# Broken-symmetry mapping to exchange constants: stretched H$_2$

## Statement

Two centres carry spins $S_A \ge S_B$, coupled by

$$\hat H_{\rm spin} = -2J\,\hat{\mathbf S}_A\cdot\hat{\mathbf S}_B ,$$

with spins in units of $\hbar$, so that $J<0$ is antiferromagnetic. The high-spin (HS) determinant has $M_S = S_{\max} = S_A+S_B$. The broken-symmetry (BS) determinant has the magnetic electrons of $B$ flipped, so $M_S = S_A-S_B$.

**General result.** Yamaguchi's expression for the exchange constant is

$$J_{\rm Y} = \frac{E_{\rm BS}-E_{\rm HS}}{\langle S^2\rangle_{\rm HS}-\langle S^2\rangle_{\rm BS}} . \tag{1}$$

If the HS determinant is a pure spin state and all other electrons fill closed shells, the denominator is

$$D = 4S_AS_B + \sum_{i=1}^{2S_B} s_i^2 , \tag{2}$$

where $s_i$ are the overlaps of the $\beta$ magnetic orbitals with their $\alpha$ partners. At zero overlap $D = 4S_AS_B$, Noodleman's limit (1981), which is $S_{\max}^2$ for equal spins. At full overlap $D = 2S_B(2S_A+1)$, which for equal spins is the closed-shell value $S_{\max}(S_{\max}+1)$. Equation (1) returns $J$ exactly when every spin component of the BS determinant has its energy on one Heisenberg ladder that passes through $E_{\rm HS}$.

**Result for H$_2$ in a basis of two 1s functions.** Here $S_A=S_B=\tfrac12$, and $J$ is defined by the singlet–triplet gap, $E_S-E_T=2J$. Energy differences depend on three parameters, a hopping $t>0$, a net on-site repulsion $U$ and a direct exchange $K$. With $x$ the overlap of the $\alpha$ and $\beta$ orbitals,

$$E_{\rm BS}-E_{\rm HS} = K(1+x^2)+\tfrac12Ux^2-2tx, \qquad D = 1+x^2 . \tag{3}$$

1. For every $x$, $J_{\rm Y}(x)$ equals half the gap between the spin-projected singlet of the BS determinant and the triplet. No approximation enters.
2. The unrestricted Hartree–Fock (UHF) minimum lies at $x_0=\min[1,\,2t/(U+2K)]$.
3. Full CI in the same basis gives $J_{\rm FCI}=K-tx_*$ with $x_*=(\sqrt{U^2+16t^2}-U)/4t$, and

$$J_{\rm Y}(x)-J_{\rm FCI} = \frac{(\tfrac12U+tx_*)\,(x-x_*)^2}{1+x^2}\;\ge 0 . \tag{4}$$

The whole error of (1) relative to full CI therefore comes from optimising the orbitals before projection, and it is quadratic in $x_0-x_*$.

## Proof of the general result

**Ladder.** Since $2\hat{\mathbf S}_A\cdot\hat{\mathbf S}_B=\hat S^2-\hat S_A^2-\hat S_B^2$, the levels are $E(S)=E_0-JS(S+1)$ with $E_0=J[S_A(S_A+1)+S_B(S_B+1)]$. For two spins $\tfrac12$ they are $+\tfrac32J$ (singlet) and $-\tfrac12J$ (triplet).

**Energy of a spin mixture.** The spin-free electronic Hamiltonian commutes with $\hat S^2$ and has no matrix elements between different $S$. A determinant with spin components of weight $w_S$ and energy expectation value $\varepsilon_S$ thus has $E_{\rm BS}=\sum_Sw_S\varepsilon_S$ and $\langle S^2\rangle_{\rm BS}=\sum_Sw_SS(S+1)$. If $\varepsilon_S=E_0-JS(S+1)$ for all components, then $E_{\rm BS}=E_0-J\langle S^2\rangle_{\rm BS}$. Subtracting $E_{\rm HS}=E_0-J\langle S^2\rangle_{\rm HS}$ gives (1). If the components do not lie on one ladder but that of $S_{\max}$ has the energy $E_{\rm HS}$, define $d_S=S_{\max}(S_{\max}+1)-S(S+1)$ and $J_S=(\varepsilon_S-E_{\rm HS})/d_S$ for $S<S_{\max}$. Then $J_{\rm Y}=\sum_Sw_Sd_SJ_S/\sum_Sw_Sd_S$, a weighted mean.

**$\langle S^2\rangle$ of a determinant.** Write $\hat S^2=\hat S_z(\hat S_z+1)+\hat S_-\hat S_+$ with $\hat S_+=\sum_p \hat a^\dagger_{p\uparrow}\hat a_{p\downarrow}$, so that $\langle S^2\rangle=M_S(M_S+1)+\|\hat S_+\Phi\|^2$. Unitary mixing among the occupied $\alpha$ orbitals and among the occupied $\beta$ orbitals changes $\Phi$ by a phase at most. A singular-value decomposition of their overlap matrix brings them to corresponding pairs with $\langle\phi_i|\chi_j\rangle=s_i\delta_{ij}$. Each $\beta$ orbital is then $\chi_i=s_i\phi_i+\sqrt{1-s_i^2}\,\eta_i$, with $\eta_i$ normalised and orthogonal to all occupied $\alpha$ orbitals. The operator $\hat S_+$ turns one $\chi_i\beta$ into $\chi_i\alpha$. The part along $\phi_i$ vanishes by the Pauli principle, and terms of different $i$ are orthogonal because they lack different $\beta$ orbitals. Hence

$$\langle S^2\rangle=M_S(M_S+1)+\sum_{i=1}^{N_\beta}(1-s_i^2).$$

Closed-shell pairs have $s_i=1$ and drop out. With $M_S=S_A-S_B$ and $2S_B$ magnetic $\beta$ electrons, $\langle S^2\rangle_{\rm BS}=(S_A-S_B)^2+S_A+S_B-\sum s_i^2$. The HS value is $(S_A+S_B)^2+S_A+S_B$, and the difference is (2).

**Zero overlap, directly.** The BS determinant is then the product state $|S_A,S_A\rangle|S_B,-S_B\rangle$. Only $\hat S_{Az}\hat S_{Bz}$ has a diagonal element, so its energy is $+2JS_AS_B$ against $-2JS_AS_B$ for HS, a difference of $4JS_AS_B$. For $S_A=S_B=1$ the squared Clebsch–Gordan coefficients are $w_0=\tfrac13$, $w_1=\tfrac12$, $w_2=\tfrac16$. They give $\langle S^2\rangle_{\rm BS}=2$, $D=4$ and $J_{\rm Y}=\tfrac12(J_0+J_1)$.

## The two-orbital model

Atomic units are used. Let $A$ and $B$ be normalised real 1s functions on the two protons with overlap $S_{AB}$, and let $g,u=(A\pm B)/\sqrt{2(1\pm S_{AB})}$. The orthonormal localised orbitals are $a,b=(g\pm u)/\sqrt2$. With one-electron integrals $h_{pq}$ and repulsion integrals $(pq|rs)=\iint p(1)q(1)\,r_{12}^{-1}\,r(2)s(2)$, define

$$-t=h_{ab}+(aa|ab),\qquad U=(aa|aa)-(aa|bb),\qquad K=(ab|ab).$$

The $M_S=0$ space is spanned by $|pq\rangle=\hat p^\dagger_\uparrow\hat q^\dagger_\downarrow|0\rangle$ with $p,q\in\{a,b\}$, and $\langle pq|\hat H|rs\rangle=h_{pr}\delta_{qs}+\delta_{pr}h_{qs}+(pr|qs)$. Inversion gives $h_{aa}=h_{bb}$, $(aa|aa)=(bb|bb)$ and $(aa|ab)=(bb|ab)$. The basis holds a single triplet, with energy $E_T=2h_{aa}+(aa|bb)-K+1/R$. Its $M_S=1$ component is the HS determinant, so $E_{\rm HS}=E_T$ and $\langle S^2\rangle_{\rm HS}=2$. In the order $aa,ab,ba,bb$,

$$H-E_T=\begin{pmatrix}U+K&-t&-t&K\\-t&K&K&-t\\-t&K&K&-t\\K&-t&-t&U+K\end{pmatrix},\qquad S^2=\begin{pmatrix}0&0&0&0\\0&1&-1&0\\0&-1&1&0\\0&0&0&0\end{pmatrix}.$$

With Pauli matrices $\tau$ acting on the site label of the $\alpha$ electron (1) and the $\beta$ electron (2), the first matrix is

$$H-E_T=\tfrac12U+K+\tfrac12U\,\tau_{1z}\tau_{2z}-t(\tau_{1x}+\tau_{2x})+K\,\tau_{1x}\tau_{2x}. \tag{5}$$

Setting $K=0$ gives the Hubbard dimer.

**Full CI.** The combination $T=(|ab\rangle-|ba\rangle)/\sqrt2$ is the triplet at energy 0, and $(|aa\rangle-|bb\rangle)/\sqrt2$ is an ungerade singlet at $U$. The gerade singlets $C=(|ab\rangle+|ba\rangle)/\sqrt2$ and $I=(|aa\rangle+|bb\rangle)/\sqrt2$ have diagonal elements $2K$ and $U+2K$ and coupling $-2t$. The lower root is $2K+\tfrac12(U-\sqrt{U^2+16t^2})$, and half of it is $J_{\rm FCI}=K-tx_*$.

**UHF.** A determinant with $M_S=0$ is a product state of the two site pseudospins, with unit Bloch vectors $\mathbf n_1,\mathbf n_2$. For given $x$ components, the term $\tfrac12Un_{1z}n_{2z}$ is lowest when the $y$ components vanish and the $z$ components have opposite signs. Put $\mathbf n_1=(\cos\gamma_1,0,\sin\gamma_1)$, $\mathbf n_2=(\cos\gamma_2,0,-\sin\gamma_2)$, $\sigma=\tfrac12(\gamma_1+\gamma_2)$ and $\delta=\tfrac12(\gamma_1-\gamma_2)$. Then (5) gives

$$E-E_T=\tfrac12U+K-(\tfrac14U-\tfrac12K)\cos2\delta+(\tfrac14U+\tfrac12K)\cos2\sigma-2t\cos\sigma\cos\delta .$$

For $U>2K$ and $t>0$ the minimum has $\delta=0$ and $\cos\sigma\ge0$. The orbitals are then $\phi_\pm=g\cos\theta\pm u\sin\theta$ with $2\theta=\sigma$. Their overlap is $x=\cos2\theta$, and substitution of $\cos2\sigma=2x^2-1$ gives the energy in (3). That energy is a parabola in $x$ with its vertex at $2t/(U+2K)$, which proves item 2. For $x_0<1$, $E_{\rm BS}-E_{\rm HS}=K-2t^2/(U+2K)$. The symmetry breaks where $2t=U+2K$, the Coulson–Fischer point (1949).

**Spin content.** Expanding the determinant in $g$ and $u$,

$$\hat\phi^\dagger_{+\uparrow}\hat\phi^\dagger_{-\downarrow}|0\rangle=\cos^2\theta\,|gg\rangle-\sin^2\theta\,|uu\rangle+\sin\theta\cos\theta\,(|ug\rangle-|gu\rangle).$$

The first two terms are singlets, and the bracket equals $\sqrt2\,T$. The triplet weight is $w_1=2\sin^2\theta\cos^2\theta=\tfrac12(1-x^2)$, so $\langle S^2\rangle_{\rm BS}=2w_1=1-x^2$ and $D=1+x^2=2w_0$, in agreement with (2). Since the triplet component is the only triplet there is, $\varepsilon_1=E_T$ and $E_{\rm BS}-E_T=w_0(\varepsilon_0-E_T)$. Division by $D$ gives $J_{\rm Y}=\tfrac12(\varepsilon_0-E_T)$, which is item 1.

**Distance from full CI.** From (3), $J_{\rm Y}(x)-J_{\rm FCI}=[\tfrac12Ux^2-2tx+tx_*(1+x^2)]/(1+x^2)$. The number $x_*$ is the positive root of $2tx_*^2+Ux_*-2t=0$, so $(\tfrac12U+tx_*)x_*=t$. The numerator is therefore $(\tfrac12U+tx_*)(x-x_*)^2$, which proves (4). As $0<x_*<1$ for all positive $U$ and $t$, the family of BS determinants always contains one whose projected singlet is the full-CI state, also at distances where UHF stays closed-shell.

**The two fixed denominators.** Let $J_{\rm N}=E_{\rm BS}-E_{\rm HS}$ (zero overlap, $D=1$) and $J_{\rm cs}=\tfrac12J_{\rm N}$ (closed shell, $D=2$). Then $J_{\rm N}=(1+x^2)J_{\rm Y}$ and $J_{\rm cs}=\tfrac12(1+x^2)J_{\rm Y}$, so $J_{\rm Y}$ lies between them. For $K=0$ and $2t<U$,

$$J_{\rm N}=-\frac{2t^2}{U},\qquad J_{\rm Y}=-\frac{2t^2U}{U^2+4t^2}=-\frac{2t^2}{U}+\frac{8t^4}{U^3}-\frac{32t^6}{U^5}+\dots,$$

$$J_{\rm FCI}=-\frac{2t^2}{U}+\frac{8t^4}{U^3}-\frac{64t^6}{U^5}+\dots$$

Noodleman's form is right through $t^2$ and Yamaguchi's through $t^4$, while $J_{\rm cs}$ is half the full-CI value as $t\to0$. At the Coulson–Fischer point of the Hubbard dimer, $U=2t$, one has $J_{\rm Y}=-t/2$ and $J_{\rm FCI}=-\tfrac12(\sqrt5-1)t$, a ratio of 0.809. For $K\ne0$, $x_0-x_*\approx8t^3/U^3-4tK/U^2$ to lowest order in each term.

## Numbers for H$_2$

Take $A=\pi^{-1/2}e^{-r_A}$ and $B=\pi^{-1/2}e^{-r_B}$, the exact orbitals of the separated atoms. This is a model assumption, since the orbitals neither contract nor polarise. With $S\equiv S_{AB}$, the integrals are

$$S=e^{-R}(1+R+\tfrac13R^2),\quad j=\langle A|r_B^{-1}|A\rangle=\tfrac1R-e^{-2R}(1+\tfrac1R),\quad k=\langle A|r_A^{-1}|B\rangle=e^{-R}(1+R),$$

$$h_{AA}=-\tfrac12-j,\qquad h_{AB}=-\tfrac12S-k,\qquad (AA|AA)=\tfrac58,$$

$$j'=(AA|BB)=\tfrac1R-e^{-2R}\left(\tfrac1R+\tfrac{11}8+\tfrac34R+\tfrac16R^2\right),$$

$$l=(AA|AB)=e^{-R}\left(R+\tfrac18+\tfrac5{16R}\right)-e^{-3R}\left(\tfrac18+\tfrac5{16R}\right),$$

$$k'=(AB|AB)=\tfrac15\Big\{e^{-2R}\left(\tfrac{25}8-\tfrac{23}4R-3R^2-\tfrac13R^3\right)+\tfrac6R\left[S^2(\gamma+\ln R)-\bar S^2E_1(4R)+2S\bar SE_1(2R)\right]\Big\}.$$

The last is Sugiura's integral (1927), with $\bar S=e^{R}(1-R+\tfrac13R^2)$, Euler's constant $\gamma$ and $E_1(z)=\int_z^\infty e^{-y}y^{-1}dy$. Expanding the densities $gg$, $uu$ and $gu$ in $A$ and $B$ gives

$$h_{g,u}=\frac{h_{AA}\pm h_{AB}}{1\pm S},\quad J_{gg,uu}=\frac{\tfrac58+j'+2k'\pm4l}{2(1\pm S)^2},\quad J_{gu}=\frac{\tfrac58+j'-2k'}{2(1-S^2)},\quad K_{gu}=\frac{\tfrac58-j'}{2(1-S^2)} .$$

Because $|gg\rangle=(I+C)/\sqrt2$ and $|uu\rangle=(I-C)/\sqrt2$, these states have energies $2K+\tfrac12U\mp2t$ relative to $E_T$ and coupling $\tfrac12U$. Comparison with $2h_g+J_{gg}$, $2h_u+J_{uu}$, $K_{gu}$ and the electronic triplet energy $h_g+h_u+J_{gu}-K_{gu}$ yields

$$U=2K_{gu},\qquad t=\tfrac12(h_u-h_g)+\tfrac14(J_{uu}-J_{gg}),\qquad K=\tfrac14(J_{gg}+J_{uu}-2J_{gu}).$$

All entries below are computed from unrounded intermediates, and they are the model's values.

**Worked case, $R=3$ bohr.** In hartree ($E_h$), with $S=0.34851$: $j=0.33003$, $k=0.19915$, $j'=0.31980$, $l=0.16074$, $k'=0.05851$. These give $h_g=-0.89242$, $h_u=-0.70089$, $J_{gg}=0.46874$, $J_{uu}=0.49341$, $J_{gu}=0.47111$. The total energies are $-0.96256$ (triplet), $-0.98276$ (closed-shell $|gg\rangle$), $-1.01572$ (BS), $-1.04278$ (projected singlet) and $-1.04672$ (full-CI singlet). The BS determinant has triplet weight 0.337. Then $E_{\rm BS}-E_{\rm HS}=-0.05317$ and $D=1.3254$, so $J_{\rm Y}=-0.04011\,E_h$ against $J_{\rm FCI}=-0.04208\,E_h$. The UHF overlap $x_0=0.5705$ exceeds $x_*=0.4617$, and (4) gives 432 cm$^{-1}$ for the difference.

| $R$/bohr | $R$/Å | $S$ | $t/E_h$ | $U/E_h$ | $K/E_h$ | $x_0$ | $\langle S^2\rangle_{\rm BS}$ |
|---|---|---|---|---|---|---|---|
| 2.0 | 1.06 | 0.5865 | 0.20156 | 0.30336 | 0.008336 | 1 | 0 |
| 2.5 | 1.32 | 0.4583 | 0.14274 | 0.32484 | 0.006676 | 0.8441 | 0.2875 |
| 3.0 | 1.59 | 0.3485 | 0.10193 | 0.34739 | 0.004981 | 0.5705 | 0.6746 |
| 4.0 | 2.12 | 0.1893 | 0.05222 | 0.39147 | 0.002275 | 0.2637 | 0.9305 |
| 5.0 | 2.65 | 0.0966 | 0.02631 | 0.42944 | 0.000826 | 0.1220 | 0.9851 |

The condition $2t=U+2K$ is met at $R=2.29$ bohr (1.21 Å). The exchange constants in cm$^{-1}$ are:

| $R$/bohr | $J_{\rm N}$ | $J_{\rm cs}$ | $J_{\rm Y}$ | $J_{\rm FCI}$ | $J_{\rm Y}/J_{\rm FCI}$ |
|---|---|---|---|---|---|
| 2.0 | −51524 | −25762 | −25762 | −28790 | 0.895 |
| 2.5 | −24979 | −12490 | −14586 | −16754 | 0.871 |
| 3.0 | −11669 | −5834 | −8804 | −9236 | 0.953 |
| 4.0 | −2523 | −1261 | −2359 | −2367 | 0.997 |
| 5.0 | −523.2 | −261.6 | −515.6 | −515.6 | 0.9998 |

The digits serve the comparison of formulas within one basis. They do not state the accuracy of the basis for the molecule.

## Comparison with the general statement

**Denominator.** It runs as $1+x_0^2$ from $4S_AS_B=1$ at dissociation to $S_{\max}(S_{\max}+1)=2$, which it reaches at the Coulson–Fischer point and keeps at shorter distances. Both limits are realised by one molecule. Note that $x_0$ is the overlap of the self-consistent $\alpha$ and $\beta$ orbitals and not the atomic overlap $S$; the two differ in every row.

**Zero-overlap limit.** $J_{\rm N}$ approaches full CI only as fast as $x_0^2$ vanishes. It is too large in magnitude by 26 % at 3 bohr, 6.6 % at 4 bohr and 1.5 % at 5 bohr. The error of $J_{\rm Y}$ at 3 bohr is 4.7 %, and $J_{\rm cs}$ is there too small in magnitude by 37 %.

**Closed-shell limit.** The denominator 2 is the correct one at 2 bohr, since the determinant is a pure singlet, yet $J_{\rm Y}$ is 10.5 % too small in magnitude. The state $|gg\rangle$ lacks the $|uu\rangle$ admixture, and no denominator restores it. Of the rows shown, the error is largest at 2.5 bohr, 12.9 %, just outside the symmetry-breaking point. In this range the state has much ionic weight, and $J$ is only a name for half the gap.

**Direct exchange.** $K$ is not negligible. At 4 bohr it contributes $+499$ cm$^{-1}$ against $-tx_*=-2866$ cm$^{-1}$, that is 21 % of the net $|J_{\rm FCI}|$.

**What is special here.** Item 1 rests on two facts: only two spin states occur, and the triplet inside the BS determinant is the HS state. In a larger basis the second fails, because the HS orbitals are optimised separately. The antisymmetrised product of the two BS orbitals then has $\varepsilon_1\ge E_{\rm HS}$, and (1) becomes $\tfrac12(\varepsilon_0-E_{\rm HS})+w_1(\varepsilon_1-E_{\rm HS})/2w_0$. With more magnetic electrons (1) is the weighted mean derived above, and with spin-polarised cores both determinants gain components of higher spin. In Kohn–Sham theory the energy is not the expectation value of $\hat H$ in the determinant, so the decomposition $E=\sum_Sw_S\varepsilon_S$ is an added assumption.

**Range of the basis.** The frozen 1s functions should not be carried to much larger $R$. There the $R^4e^{-2R}$ terms of $K$ and $2t^2/U$ cancel, and $k'$ contains $\tfrac2{15}R^3\ln R\,e^{-2R}$, which outgrows the remaining $R^3e^{-2R}$ terms and finally turns the model's $J$ positive. The exact two-electron ground state has a nodeless, symmetric spatial function and is a singlet at every $R$.

## Scaling to a donor pair in GaAs

In isotropic single-valley effective-mass theory, two shallow donors obey the H$_2$ Hamiltonian with length unit $a^*=a_0\epsilon_r/m^*$ and energy unit $E_h^*=E_hm^*/\epsilon_r^2$, where $m^*$ is in electron masses. Typical GaAs values $m^*=0.067$ and $\epsilon_r=12.9$ give $a^*=10.2$ nm and $E_h^*=11.0$ meV. Overlaps, $\langle S^2\rangle_{\rm BS}$ and all ratios in the tables carry over unchanged. At a separation of $3a^*=31$ nm the model's values are $J_{\rm N}=-0.58$, $J_{\rm Y}=-0.44$ and $J_{\rm FCI}=-0.46$ meV, with central-cell corrections and band non-parabolicity left out.